**Q:** I need to judge what pressure goes with a small change in the volume of nickel, and I have only paper. Is one stiffness value enough?

**A:** For a very small change, yes. For a few percent you also need to know how the stiffness itself changes, and that follows from what holds the metal together. Squeezing confines the electrons and raises their kinetic energy, while it brings electrons and nuclei closer and lowers the rest of the energy. At the equilibrium volume the cost and the gain balance, and the pressure is zero.

**Q:** How large are these two parts?

**A:** Very large compared with what is left of them. Take the cells at 0.96 and 1.025 of the given volume, one on each side of equilibrium. In the smaller one the kinetic energy is 2.59 eV per atom higher, and the electrostatic and exchange-correlation energies together are lower by almost the same amount. The totals differ by only about 5 meV. That is partly because the two cells lie on opposite sides of the minimum, but even over the whole table below the total varies by no more than 25.5 meV. The pressure is the slope of this small remainder.

**Q:** And why should the stiffness change?

**A:** A plausible argument is that the cost rises a little more steeply than the gain as the atoms approach, because their electron clouds are pushed into each other. The margin is small. The virial theorem ties the kinetic energy to about $3PV-E$, and between the two cells above $3PV$ differs by 2.6 eV, close to the 2.59 eV found. From the same relation one expects the kinetic part alone to be roughly ten times as stiff as the metal, with the rest cancelling nearly all of it. The stiffness is then a remainder too, and it can fade with distance faster than either part. Squeeze the crystal, and each further step raises the pressure by more than the last. Stretch it, and each further step adds less tension. The two energies above don't prove this, but the pressures let you check the result.

Ansatz 0.2.0, all-electron LAPW, PBE, scalar-relativistic, spin-polarised: fcc Ni, 1 atom per cell, with the measured cell (COD) scaled in volume at fixed shape. Basis error target 0.25 meV/atom, 20 × 20 × 20 k points, Fermi-Dirac smearing 0.05 eV. Energies are free energies, including the smearing term; pressure is positive in compression.

```tsv
V/V(given)	volume (Å³/atom)	pressure, LAPW (GPa)	cell moment, LAPW (muB)	energy above the lowest row, LAPW (meV/atom)
0.9400	10.39	10.56	0.63	15.6
0.9500	10.50	7.98	0.63	9.2
0.9600	10.61	5.56	0.63	4.6
0.9750	10.78	2.17	0.64	0.6
0.9800	10.83	1.11	0.64	0.0
0.9900	10.94	-0.92	0.64	0.0
1.0000	11.05	-2.83	0.64	1.3
1.0100	11.16	-4.63	0.64	3.9
1.0200	11.27	-6.32	0.64	7.6
1.0250	11.33	-7.13	0.65	10.0
1.0400	11.49	-9.42	0.65	18.5
1.0500	11.60	-10.83	0.65	25.5
```

**Q:** Positive pressure means compression, so the negative rows are under tension. How do I see the softening?

**A:** Compare equal steps in volume. From 0.94 to 0.95 the pressure drops by 2.58 GPa, but from 1.04 to 1.05 by only 1.41 GPa. Divide each drop by the relative change in volume and you have the stiffness, which is the bulk modulus. It falls at every step down the table, from 244 to 147 GPa.

**Q:** That is a big change for a volume range of about a tenth. Can it be put into a simple rule?

**A:** Between the two ends the stiffness falls nearly as the fifth power of the volume, so one percent more volume makes nickel about five percent softer. Now measure the compression by

$$u = \frac{2\,(V_0-V)}{V_0+V},$$

where $V$ is the volume and $V_0$ the volume at zero pressure. With $B$ for the stiffness at $V_0$, the stiffness at compression $u$ is about $B(1+5u)$. The pressure is the compression times the average stiffness on the way, which is the stiffness at the halfway point:

$$P \approx B\,u\,(1+2.5\,u).$$

**Q:** Where do I get $V_0$ and $B$?

**A:** From the two rows between which the pressure changes sign, 0.98 and 0.99. A straight line between them crosses zero at 0.9855 of the given volume, and the drop in pressure divided by the relative change in volume gives $B$ = 200 GPa. The energies place the minimum less sharply: these two rows have the same energy to the digits printed, which says only that it lies near the middle between them.

**Q:** Let me try 0.95. I get $u = 2 \times 0.0355/1.9355 = 0.0367$. Then $200u$ is 7.34 GPa, the bracket is 1.092, and the pressure is 8.01 GPa.

**A:** The table has 7.98 GPa. Now take a stretched cell, 1.04.

**Q:** There $u = -0.0538$, so $200u$ is −10.76 GPa. The bracket is now below one, 0.8655, and I find −9.31 GPa.

**A:** The calculation gives −9.42 GPa, so you are off by about one percent. These aren't blind predictions, since both rows helped to set the fifth power. What they show is that three constants describe the curve well.

**Q:** Is it as good everywhere in the table?

**A:** The largest miss is 0.16 GPa, in the most stretched cell, and in relative terms no row is off by much more than two percent. If you leave out the bracket and treat the stiffness as constant, you can be wrong by 1.8 GPa. The correction for softening is therefore worth the extra multiplication. The output after this text gives the comparison row by row. All misses have the same sign; the 0.02 GPa near $V_0$ arises mostly because a straight line across a curved pressure puts $V_0$ slightly too high.

**Q:** In a plant I deal with hundreds of bar. A miss of 0.16 GPa is 1600 bar!

**A:** Then don't use the rule to read a pressure from a volume, because even a tiny error in $V_0$ would swamp it. Turn it round and ask how much the volume changes. At 100 bar, or 0.01 GPa, the bracket is practically one, and $u = 0.01/200$, a shrinkage of 0.005 percent. For such loads the stiffness alone is enough.

**Q:** Can I get the energy from the same constants?

**A:** Yes, by adding up pressure times decrease in volume from $V_0$ onwards:

$$E \approx \tfrac12 B V_0\,u^2(1+u).$$

With $V_0$ = 10.89 Å³ per atom the factor in front is 6.8 eV. For the cell at 1.04 this gives 18.6 meV per atom above the minimum, and the table has 18.5 meV above its lowest row. The agreement shows that computed energies and pressures belong to one curve; it isn't a separate test against nature.

**Q:** The given cell is supposed to be a measured one. Why is it under a tension of 2.83 GPa?

**A:** Its volume is about 1.5 percent larger than the one at which this calculation finds zero pressure. In terms of the cubic edge, that is 3.536 Å against 3.518 Å. The measured edge of nickel at room temperature is nearer to the second of these, so much of the tension comes from an unusually large cell and can't be blamed on the density functional. For estimates, count the compression from $V_0$ and not from the given cell.

**Q:** How far can I trust the rule outside the table?

**A:** Not far. At 0.8 of $V_0$ it gives 69 GPa, whereas the full fifth-power law with the same constants gives 82 GPa. Inside the table both follow the pressures closely, but the stiffness at each end lies between them: 244 GPa at 0.945, where the short rule has 242 and the power law 247, and 147 GPa at 1.045, where they have 141 and 149. So expect the pressure at 0.8 of $V_0$ to lie between the two estimates, and trust neither number. On the stretched side the rule turns round at about 1.22 $V_0$. Nickel too must reach a greatest tension somewhere, because atoms far apart no longer pull on each other, but the place where the rule puts it is an accident of the short formula.

**Q:** And within the range, what could still spoil it?

**A:** A change of state. Here the cell was held face-centred cubic, so another structure had no chance to appear. The metal stays ferromagnetic, and its moment moves only from 0.63 to 0.65 Bohr magnetons, so one smooth curve is justified. The motion of the atoms is missing too, since the smearing warms only the electrons: warming expands the metal and normally softens it. And the 200 GPa belongs to this density functional, so expect a measured stiffness to differ from it by several percent. For a hot part, or for another metal, keep the form of the rule but put in the $V_0$, the stiffness and the rate of softening that belong to that case. If the rate is $n$ instead of 5, the bracket becomes $1+nu/2$ for the pressure and $1+(n-2)u/3$ for the energy.

Printed output of the fit:

```
V/V(given) at zero pressure: 0.9855
volume at zero pressure, angstrom^3/atom: 10.89
cubic lattice constant at zero pressure, angstrom: 3.518
cubic lattice constant of the given cell, angstrom: 3.536
stiffness between rows 0.98 and 0.99, GPa: 200
exponent n of stiffness as V^-n, from the two ends: 5.007
energy prefactor B V0/2, meV/atom: 6797
hand rule:
    row          u  P rule GPa  P miss GPa  E rule meV  E miss meV  middle scale  stiffness from row above GPa
   0.94    0.04726       10.57    0.008866       15.76      0.1577           n/a                           n/a
   0.95    0.03668       8.009     0.02943       9.341      0.1409         0.945                         243.8
   0.96    0.02621       5.586     0.02646       4.653     0.05261         0.955                         231.1
  0.975    0.01071         2.2     0.02968      0.6478     0.04776        0.9675                         218.7
   0.98   0.005597       1.135     0.02497     0.07365     0.07365        0.9775                         207.2
   0.99  -0.004556     -0.9008     0.01922           0           0         0.985                           200
    1.0   -0.01461      -2.815     0.01549       1.288    -0.01166         0.995                           190
   1.01   -0.02456       -4.61     0.02043       3.857    -0.04295         1.005                         180.9
   1.02   -0.03441      -6.289     0.03079       7.628     0.02816         1.015                         171.5
  1.025   -0.03929      -7.087     0.04326       9.941    -0.05879         1.022                         165.6
   1.04   -0.05381      -9.315      0.1052       18.48      -0.017         1.032                         157.6
   1.05   -0.06338      -10.67      0.1632       25.43    -0.07239         1.045                         147.3
row 0.95: first factor 200 u in GPa: 7.337
row 0.95: bracket 1 + 2.5 u: 1.092
row 1.04: first factor 200 u in GPa: -10.76
row 1.04: bracket 1 + 2.5 u: 0.8655
largest pressure miss of the hand rule, GPa: 0.1632
largest pressure miss of the hand rule, percent: 2.249
largest pressure miss with constant stiffness, GPa: 1.845
largest pressure miss of the full power law, GPa: 0.1045
hand rule outside the table at 0.8 V0, GPa: 69.14
full power law outside the table at 0.8 V0, GPa: 82.07
V/V0 at the false turning point of the hand rule: 1.222
kinetic energy, row 0.96 less row 1.025, eV/atom: 2.585
electrostatic plus exchange-correlation energy, row 0.96 less row 1.025, eV/atom: -2.592
```
